Margin notes on the McIntyre–Conradi gain distribution

Note 1. What is counted, and which carrier is "first".

Textbooks state the law for injected electrons. Nothing in it depends on the sign of the charge. Call the injected carrier type 1 and the opposite carrier type 2. The multiplication layer spans 0 ≤ x ≤ w. Type 1 enters at x = 0 and drifts to x = w, type 2 drifts towards x = 0. The ionisation coefficients (events per unit length) are η₁(x) and η₂(x), and k = η₂/η₁. For electron injection k = β/α, for hole injection k = α/β. With n injected carriers and r ionisations, m = n + r carriers of type 1 leave the layer. Each pair jointly crosses the whole depleted region once, so the charge through the circuit is m elementary charges. The law to be derived (McIntyre 1972, Conradi 1972) is

P(r|n) = n Γ((n+r)/(1−k)) [(1−k)(M−1)/M]^r [(1+k(M−1))/M]^((n+kr)/(1−k)) / [ r! (n+kr) Γ((n+kr)/(1−k)) ],   (1)

where M is the mean gain.

Note 2. Premises.

(a) Locality: a carrier ionises in dx with probability η dx, whatever its history. (b) Independence: carriers do not disturb one another or the field. (c) k is the same everywhere in the layer, although η₁ may vary with x. (d) An ionisation leaves the parent and adds one carrier of each type at the same x; there is no recombination, trapping or tunnelling. (e) All n primaries enter at x = 0. (f) The count is taken after the avalanche has ended.
Premise (c) removes the field profile. Put u = ∫₀ˣ η₁ dx′ and L = u(w). Per unit u, type 1 ionises at rate 1 and type 2 at rate k. Only L and k can appear in the answer.

Note 3. Backward equations.

Let G₁(u,s) = Σ_r s^r Prob(r) be the generating function of all ionisations caused by one type-1 carrier at u and its progeny, and G₂(u,s) the same for type 2. Follow a type-1 carrier over du. With probability 1 − du it only moves on. With probability du it ionises: the count rises by one (factor s), and two type-1 carriers and one type-2 carrier remain, independent by (b), so their generating functions multiply:
G₁(u) = (1 − du) G₁(u+du) + du s G₁² G₂.
Type 2 moves the other way and leaves two of type 2 and one of type 1:
G₂(u) = (1 − k du) G₂(u−du) + k du s G₁ G₂².
To first order in du,

dG₁/du = G₁(1 − y),  dG₂/du = −k G₂(1 − y),  y = s G₁G₂,   (2)

with G₁(L) = 1 and G₂(0) = 1, since a carrier at its exit causes nothing. The conditions sit at opposite ends. Uniqueness still holds for power series in s: the nonlinear terms carry a factor s, so the coefficient of s^r obeys a linear equation whose source involves only lower orders, with one boundary value each.

Note 4. Two integrals of the system.

From (2), d ln G₂/du = −k d ln G₁/du, so G₁^k G₂ is independent of u. Write g = G₁(0). At u = 0 the invariant is g^k, at u = L it is G₂(L), so G₂(L) = g^k. Adding the two logarithmic derivatives,

dy/du = (1−k) y (1−y).   (3)

For 0 < s < 1 one has 0 < y < 1, so (3) separates: y/(1−y) grows as exp[(1−k)u]. The end values are y(0) = s g and y(L) = s g^k. With a = exp[−(1−k)L],
a s g^k (1 − s g) = s g (1 − s g^k).
Divide by s g^k: a − a s g = g^(1−k) − s g, that is g^(1−k) = a + (1−a) s g. Let z = s g, the generating function of the output count m = 1 + r of one primary. Then

z = s φ(z),  φ(z) = (a + b z)^c,  b = 1 − a,  c = 1/(1−k).   (4)

The full solution of (2) is G₁ = g e^u [1 − s g + s g e^((1−k)u)]^(−c), G₂ = (g/G₁)^k, as differentiation confirms; G₁(L) = 1 gives (4) again. By (b) and (e), n primaries have the output generating function zⁿ.

Note 5. Lagrange inversion, written out.

Since φ(0) = a^c = e^(−L) ≠ 0, the map s = z/φ(z) is one-to-one near zero, and a small loop round s = 0 is a small loop round z = 0. The coefficient of s^m in zⁿ is (1/2πi) ∮ zⁿ s^(−m−1) ds. Write s^(−m−1) ds = −d(s^(−m))/m and integrate by parts round the closed loop:
(n/m) (1/2πi) ∮ z^(n−1) s^(−m) dz = (n/m) (1/2πi) ∮ φ(z)^m z^(n−m−1) dz.
This is n/m times the coefficient of z^r in (a + bz)^(cm), with r = m − n. The binomial series gives

P(r|n) = (n/m) Γ(cm+1) a^(cm−r) b^r / [ r! Γ(cm−r+1) ].   (5)

The exponent is cm − r = [n + r − (1−k) r]/(1−k) = (n+kr)/(1−k). Using Γ(x+1) = xΓ(x) in numerator and denominator gives the factor cm/(cm − r) = m/(n+kr), which turns n/m into n/(n+kr). This is the origin of the factor n + kr in (1).

Note 6. Trading L for M.

Put s = e^t and z = e^ω, so that ω(t) generates the cumulants of the gain of one primary. Equation (4) reads ω = t + c ln(a + b e^ω). Define p = b z/(a + b z), for which dp/dω = p(1−p), and q = c p(1−p). One differentiation gives ω′ = 1 + c p ω′, so

ω′ = μ = 1/(1 − c p).   (6)

At t = 0 below breakdown z = 1 (Note 8), p = b, and M = 1/(1 − c b) = (1−k)/(a−k). Solving, b = (1−k)(M−1)/M and a = [1 + k(M−1)]/M. Inserting these in (5) yields (1). The two brackets in (1) are thus b and a, and they add to one.

Note 7. Higher moments and two direct tests.

Since dμ/dω = q μ² and d/dt = μ d/dω,

ω″ = q μ³,  ω‴ = q μ [(1−2p) μ³ + 3 μ ω″].   (7)

At t = 0, q = c a b = a(M−1)/M, so the variance of the gain is κ₂ = M(M−1)[1 + k(M−1)], and
F = 1 + κ₂/M² = 2 − 1/M + k(M−1)²/M = kM + (1−k)(2 − 1/M),
the excess noise factor of McIntyre (1966). The third cumulant is κ₃ = a(M−1)[(1−2b)M³ + 3Mκ₂].
Tests without generating functions, for n = 1. No ionisation has probability e^(−L), and (5) gives a^c = e^(−L). Exactly one ionisation, at u, needs the primary to be otherwise idle over L, the new type-1 carrier over L − u and the new type-2 carrier over u: ∫₀ᴸ e^(−L) e^(−(L−u)) e^(−ku) du = [e^(−(1+k)L) − e^(−2L)]/(1−k). Equation (5) gives c b a^((1+k)c), which is the same.

Note 8. Why (1) sums to one, and how its tail falls.

Take 0 < k < 1. The function s = z/φ(z) rises while c p < 1, that is while b z < (1−k)(a + b z), or z < z_c = (1−k)a/(k b). The condition z_c > 1 is a > k, the same as finite M. Then z(s) climbs from 0 through z = 1 at s = 1, where φ(1) = 1, and is analytic along the real axis up to s_c = z_c/φ(z_c) > 1. A series with positive coefficients has its nearest singularity on the positive axis, so it converges at s = 1 to the value 1. In terms of M, using a + b z_c = a/k,

z_c = [1 + k(M−1)]/[k(M−1)],  s_c = z_c (k/a)^c.   (8)

At z_c the function s(z) has a quadratic maximum, so z_c − z varies as (s_c − s)^(1/2), and P falls as m^(−3/2) s_c^(−m). For large M, t ≈ ω/M − kω²/2, whose maximum gives ln s_c ≈ 1/(2kM²). The tail extends to counts of order kM², far beyond M. For a < k, z_c < 1 and the series (5) sums at s = 1 to the smaller root z* of z = φ(z); 1 − z* is the breakdown probability of one primary.

Note 9. A tempting misreading.

Equation (4) has the form of a branching process with offspring generating function φ. For 0 ≤ k < 1 that reading is legitimate only if c is an integer, as at k = 0 (c = 1) or k = 1/2 (c = 2, where P = (n/m) C(2m, r) a^(2m−r) b^r). For k = 0.4, c = 5/3 and the z³ coefficient of φ carries the binomial factor −5/81, which is negative. The inversion of Note 5 is local at z = 0 and needs neither positivity of φ nor convergence of its series at z = 1. Positivity of (1) is plain from its form, as all Γ arguments are positive for k < 1.

Note 10. The limits.

k = 0: a = 1/M, b = 1 − 1/M, and (1) becomes C(n+r−1, r) M^(−n) (1 − 1/M)^r, the negative binomial law; for n = 1 it is geometric.
k → 1: let ε = 1 − k and λ = (M−1)/M. The two Γ arguments differ by exactly r and both tend to m/ε, so their ratio tends to (m/ε)^r. The factor b^r = (ελ)^r cancels ε^(−r). Next, a = 1 − ελ raised to the power (m − εr)/ε tends to e^(−λm). Hence
P = (n/m) e^(−λm) (λm)^r / r!,
the Borel–Tanner law. The reason is direct: at k = 1 a new pair jointly covers the length L wherever it is born, so each pair has a Poisson number of offspring of mean λ = L, and φ = exp[λ(z−1)].
k > 1: c < 0 and b < 0. The Γ functions in (1) may sit on poles, but their ratio is finite. The series for a negative power gives
P = (n/m) Γ((n+kr)/(k−1)) (a−1)^r a^(−(n+kr)/(k−1)) / [ r! Γ(m/(k−1)) ],
valid below breakdown, now a < k.

Note 11. Primaries born inside the layer.

A pair created at u has the generating function y(u) = s G₁G₂. Near s = 1, (3) gives 1 − y ∝ exp[−(1−k)u], so its mean gain is M exp[−(1−k)u]. Its distribution is not (1) with a smaller M. Light absorbed or dark pairs generated in the layer need y(u) itself.

Note 12. From fixed n to a receiver.

Coherent light gives a Poisson number of primaries, of mean N per bit. Averaging zⁿ gives exp[N(z−1)]. An integrating amplifier adds independent Gaussian noise of variance σ², in electrons referred to its input. The decision variable Y has the cumulant function

K(t) = N(z−1) + σ²t²/2,  t = ln z − c ln(a + b z).   (9)

No root of (4) is needed, since z serves as the parameter. With dz/dt = zμ,
K′ = N z μ + σ² t,  K″ = N z (μ² + ω″) + σ²,  K‴ = N z (μ³ + 3μω″ + ω‴).
At t = 0 the mean is NM and the variance is NM²F + σ². The Poisson average turns the gain variance κ₂ into the raw moment M²F, which is why F and not F − 1 enters receiver noise.

Note 13. The lower tail by tilting.

A "one" is missed when Y < D. Let f be the density of Y. The tilted density f_t(y) = f(y) exp[ty − K(t)] is normalised and has cumulants K′(t), K″(t), K‴(t). Choose t < 0 such that K′(t) = D. Exactly,
P_miss = exp[K − tD] ∫_(y<D) f_t(y) exp[−|t|(D − y)] dy.
Only the centre of f_t matters, where a Gaussian with one skewness term is accurate. Put v = (D − y)/S, S² = K″, γ = K‴/S³, U = |t| S, so that f_t dy ≈ (2π)^(−1/2) e^(−v²/2) [1 − (γ/6) He₃(v)] dv with He₃ = v³ − 3v; the minus sign arises because v runs against y. Let J_j = ∫₀^∞ He_j(v) exp(−Uv − v²/2) dv. Since He_j e^(−v²/2) = −d[He_(j−1) e^(−v²/2)]/dv, parts give J_j = He_(j−1)(0) − U J_(j−1). With J₀ = R, this gives J₁ = 1 − UR, J₂ = −UJ₁, J₃ = −1 + U² − U³R, and

P_miss ≈ exp[K − tD] (2π)^(−1/2) [R − (γ/6) J₃],  R = (π/2)^(1/2) e^(U²/2) erfc(U/√2).   (10)

The exact value is the inversion integral (1/2πi) ∫ exp[K(t) − tD] dt/(−t) along a vertical line with Re t < 0.

Note 14. Illustration: InGaAs/InP receiver, 100 primaries.

Light is absorbed in InGaAs, and the photoholes are injected into an InP multiplication layer, because holes are typically the more strongly ionising carrier in InP. Type 1 is therefore the hole and k = α/β. Inputs near 300 K: k = 0.4 and M = 10 (typical values); N = 100 for a "one", no primaries for a "zero", equally likely bits and σ = 100 electrons (all assumed).
One primary. a = 0.46, b = 0.54, c = 5/3, L = −c ln a = 1.294. The series of φ converges only for |z| < a/b = 0.85, as Note 9 allows. Equation (1) gives P(m=1) = 0.2741, P(2) = 0.1470, P(3) = 0.0946, in sum 0.5157: the median gain is 3 while the mean is 10. Further, κ₂ = 414, F = 5.14, κ₃ = 51088, and the third raw moment κ₃ + 3Mκ₂ + M³ is 64508. From (8), z_c = 1.278 and 1/ln s_c = 82, against 2kM² = 80.
A "one". The mean is 1000, the variance 51400 + 10000 = 61400, the standard deviation 247.8 and the skewness 100 × 64508/61400^(3/2) = 0.42.
Gaussian recipe. With T(x) = erfc(x/√2)/2 and the threshold that equalises the two error probabilities, Q = 1000/(100 + 247.8) = 2.875, D = 287.5 and BER = T(Q) = 2.0 × 10⁻³.
True distribution at D = 340. The condition K′ = 340 gives z = 0.8623, t = −0.01937, p = 0.5031, μ = 6.189. It splits as N z μ = 533.7 and σ²t = −193.7: a typical miss has 86.2 primaries in place of 100, a mean gain near 6.2 in place of 10, and a negative amplifier excursion. Then K − tD = −5.307, whose exponential is 4.957 × 10⁻³. Also K″ = 21820, S = 147.7, U = 2.861, K‴ = 5.86 × 10⁵, γ = 0.182, R = 0.3170, J₃ = −0.239. The leading term of (10) is 6.27 × 10⁻⁴, the skewness term adds 2.3 per cent, and P_miss = 6.4 × 10⁻⁴. The inversion integral, done numerically, agrees to within 1 per cent. The Gaussian would give T(660/247.8) = 3.9 × 10⁻³ here, 6.0 times too much: the large variance comes from the long upper tail of Note 8, which does not cause misses. A "zero" is misread with probability T(3.4) = 3.4 × 10⁻⁴. The model's error rate is

BER = (3.4 + 6.4) × 10⁻⁴/2 = 4.9 × 10⁻⁴,

a factor 4.1 below the Gaussian recipe. The best threshold equalises the two densities. At D = 340 they are e^(−5.78)/(σ√(2π)) = 1.23 × 10⁻⁵ and exp[K − tD]/(S√(2π)) = 1.34 × 10⁻⁵ per electron. Their log ratio changes by about D/σ² + |t| = 0.0534 per electron, so the optimum lies only 1.6 electrons lower, where the BER is stationary.
How far this is from a real receiver. The assumed σ is low. Several hundred electrons per bit is typical, and then the model's figure is optimistic by more than two orders of magnitude: for σ = 500 the skewness drops to 0.039, the Gaussian is adequate, Q = 0.953 and BER = 0.17 at the same gain. Two other inputs act on the scale of the factor 4.1. In the Gaussian recipe, k = 0.3 and 0.5 give F = 4.33 and 5.95 and BER = 1.3 × 10⁻³ and 3.0 × 10⁻³. Ten primaries in a "zero", from dark current or imperfect extinction, raise its mean to 100 and its standard deviation to 123, so that Q = 2.43 and BER = 7.6 × 10⁻³.

Note 15. Range of validity.

Locality (a) needs the dead space d = E_th/(eE) to be small against the mean ionisation path w/L. For equal parabolic masses, threshold is reached when the three final carriers share the momentum equally and keep one third of the initial kinetic energy, so E_th = (3/2)E_g. This is a rough estimate for InP, whose masses are unequal. With the compiled gap of 1.35 eV at 300 K (Wing 2021), an assumed w = 1000 nm and a typical field of 0.045 V/nm, d = 45 nm, w/L = 773 nm and the ratio is 0.06. For an assumed w = 200 nm at a typical 0.070 V/nm and the same L, d = 29 nm, w/L = 155 nm and the ratio is 0.19. There successive events are correlated, the distribution is narrower than (1) with the local k, and a k fitted to F does not guarantee the tails.
Constant k (c) fails where much of the gain arises in regions of differing field or composition, since k depends on the field. Pure injection (e) fails for pairs born in the layer (Note 11) and when the field in the InGaAs absorber is high enough to multiply or to cause tunnelling. Independence (b) fails when the avalanche charge lowers the field, first in the far upper tail and near breakdown. Premise (f) needs a bit period long against the build-up time, which for k > 0 grows roughly in proportion to M at large gain; otherwise the large avalanches are cut and spill into the next bit. In terms of M the law holds only below breakdown. Within these limits (1) is exact for every n ≥ 1, r ≥ 0 and 0 ≤ k < 1, with the forms of Note 10 for k ≥ 1, while (10) also needs a small tilted skewness and σ of many electrons.